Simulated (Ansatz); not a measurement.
## YHg: pressure and energy above lowest point against volume scale

All results are calculated (Ansatz 0.2.0). Free energy against uniform scaling of the volume at fixed shape and fractions; periodic cell, basis, potentials, k mesh and filling as listed.

The cell before it is scaled or strained (space group Pm-3m, No. 221):
```
YHg
1.0
      3.6800     0.0000     0.0000
      0.0000     3.6800     0.0000
      0.0000     0.0000     3.6800
Y Hg
1 1
Direct
  0.50000 0.50000 0.50000
  0.00000 0.00000 0.00000
```

Settings of every row: functional r2SCAN; dispersion D3(BJ); potentials PAW; wave cutoff 462.59 eV; density cutoff 1850.4 eV; k mesh 6x6x6; k shift 0x0x0; occupations methfessel paxton; smearing width 0.2 eV; spin none; SCF threshold exponent -8.

Limits: coarse k mesh, up to 40 meV an atom off; cutoff under the advised one; dispersion damping borrowed; stress loosely converged; no spin-orbit coupling, which can matter with elements this heavy.

| row | volume scale | V (Å³/atom) | pressure (GPa) | energy above lowest point (meV/atom) |
| --- | --- | --- | --- | --- |
| 1 | 0.88 | 21.928 | 13.1 | 110.6 |
| 2 | 0.92 | 22.925 | ? | ? |
| 3 | 0.96 | 23.921 | 3.57 | 11.2 |
| 4 | 1 | 24.918 | 0.16 | 0 |
| 5 | 1.04 | 25.915 | -2.6 | 7.9 |
| 6 | 1.08 | 26.911 | -4.81 | 31.2 |
| 7 | 1.12 | 27.908 | -6.58 | 66.9 |

Question: what pressure and energy above lowest point should row 2 give?

Worked fit of pressure. Take u = (V_r/V)^(2/3) − 1 with V_r = 25.416 Å³ an atom, which is twice the finite (Eulerian) strain; such expansions in the strain, on which the Birch-Murnaghan equation of state is built, carry the rest volume and the bulk modulus. The shown rows have u = 0.10341, 0.04124, 0.01328, -0.01288, -0.03739, -0.06045. Least squares give pressure = −1.295 + 105.046 × u + 305.63 × u² + 238.6 × u³ GPa; a parabola predicts inner rows, each left out in turn, worse (root mean square 0.04 against 0.0092 GPa). The rows lie off it by 0.00, 0.00, 0.01, 0.00, 0.00, 0.00. The pressure vanishes at u = 0.0119, or V = 24.97 Å³ an atom, and there the bulk modulus at fixed shape and fractions is B = −V dP/dV = (2/3)(1 + u) dP/du = 75.8 GPa. The withheld row has u = 0.07119, so the fit gives −1.295 + 105.046 × (0.07119) + 305.63 × (0.07119)² + 238.6 × (0.07119)³ = 7.82 GPa.

The calculation gave 7.81 GPa. The fit lies 0.01 GPa (0.051 % of the column's range) above it, one unit of the last digit.

Worked fit of energy above lowest point. Take u = (V_r/V)^(2/3) − 1 with V_r = 25.416 Å³ an atom, which is twice the finite (Eulerian) strain; such expansions in the strain, on which the Birch-Murnaghan equation of state is built, carry the rest volume and the bulk modulus. The shown rows have u = 0.10341, 0.04124, 0.01328, -0.01288, -0.03739, -0.06045. Least squares give energy above lowest point = 1.81 − 307.95 × u + 12878.2 × u² + 2641 × u³ meV/atom; a parabola predicts inner rows, each left out in turn, worse (root mean square 0.43 against 0.012 meV/atom). All shown rows lie on it to the printed digit. Its lowest point lies at u = 0.0119, or V = 24.97 Å³ an atom, and the curvature there gives the bulk modulus at fixed shape and fractions, B = (4/9)(1 + u)² E″(u)/V = 75.8 GPa. The withheld row has u = 0.07119, so the fit gives 1.81 − 307.95 × (0.07119) + 12878.2 × (0.07119)² + 2641 × (0.07119)³ = 46.1 meV/atom.

The calculation gave 46.2 meV/atom. The fit lies 0.1 meV/atom (0.09 % of the column's range) below it, one unit of the last digit.
